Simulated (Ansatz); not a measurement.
Pb: energy above lowest point and pressure as volume per atom varies

Results calculated with Ansatz 0.2.0 development build, not measured. Equation of state of a cubic crystal from periodic Kohn-Sham density functional theory without spin; pressure corrected for the finite basis.

Cell of the first row (space group Fm-3m, No. 225):
```
CELL_PARAMETERS angstrom
0.00000 2.47180 2.47180
2.47180 0.00000 2.47180
2.47180 2.47180 0.00000
ATOMIC_POSITIONS crystal
Pb 0.00000 0.00000 0.00000
```

Settings of every row: formula Pb; structure type fcc; functional PBE; spin treatment none; k mesh 19x19x19; occupation method fermi-dirac; occupation width 0.061225619 eV; wave cutoff 420 eV; datasets soft-1 PAW; density cutoff ratio 4.

Limits: no spin-orbit coupling with 6p elements.

```csv
row,volume per atom (Å³),energy above lowest point (meV/atom),pressure (GPa)
1,30.203,14.48,2.689
2,30.846,5.83,1.643
3,31.488,?,?
4,32.131,0,-0.121
5,32.774,2,-0.86
6,34.059,14.08,-2.106
```

Question: what energy above lowest point and pressure should row 3 give?

Worked fit of energy above lowest point. Take u = (V_r/V)^(2/3) − 1 with V_r = 32.131 Å³ an atom, which is twice the finite (Eulerian) strain; such expansions in the strain, on which the Birch-Murnaghan equation of state is built, carry the rest volume and the bulk modulus. The shown rows have u = 0.04212, 0.02758, 0, -0.01312, -0.0381. Least squares give energy above lowest point = 0.006 − 31.48 × u + 8883.5 × u² meV/atom; a straight line predicts inner rows, each left out in turn, worse (root mean square 6.7 against 0.078 meV/atom). The rows lie off it by 0.04, -0.07, -0.01, 0.05, -0.02 (root mean square 0.044 meV/atom). Its lowest point lies at u = 0.0018, or V = 32.05 Å³ an atom, and the curvature there gives the bulk modulus at fixed shape and fractions, B = (4/9)(1 + u)² E″(u)/V = 39.6 GPa. The withheld row has u = 0.01357, so the fit gives 0.006 − 31.48 × (0.01357) + 8883.5 × (0.01357)² = 1.21 meV/atom.

The calculation gave 1.15 meV/atom. The fit lies 0.06 meV/atom (5.2 % of the value, 0.41 % of the column's range) above it; its largest miss of a shown row is 0.07 meV/atom.

Worked fit of pressure. Take u = (V_r/V)^(2/3) − 1 with V_r = 32.131 Å³ an atom, which is twice the finite (Eulerian) strain; such expansions in the strain, on which the Birch-Murnaghan equation of state is built, carry the rest volume and the bulk modulus. The shown rows have u = 0.04212, 0.02758, 0, -0.01312, -0.0381. Least squares give pressure = −0.12 + 59.011 × u + 181.38 × u² GPa; a straight line predicts inner rows, each left out in turn, worse (root mean square 0.14 against 0.0039 GPa). The rows lie off it by 0.002, -0.002, -0.001, 0.003, -0.001. The pressure vanishes at u = 0.0020, or V = 32.03 Å³ an atom, and there the bulk modulus at fixed shape and fractions is B = −V dP/dV = (2/3)(1 + u) dP/du = 39.9 GPa. The withheld row has u = 0.01357, so the fit gives −0.12 + 59.011 × (0.01357) + 181.38 × (0.01357)² = 0.714 GPa.

The calculation gave 0.71 GPa. The fit lies 0.004 GPa (0.083 % of the column's range) above it; its largest miss of a shown row is 0.003 GPa.
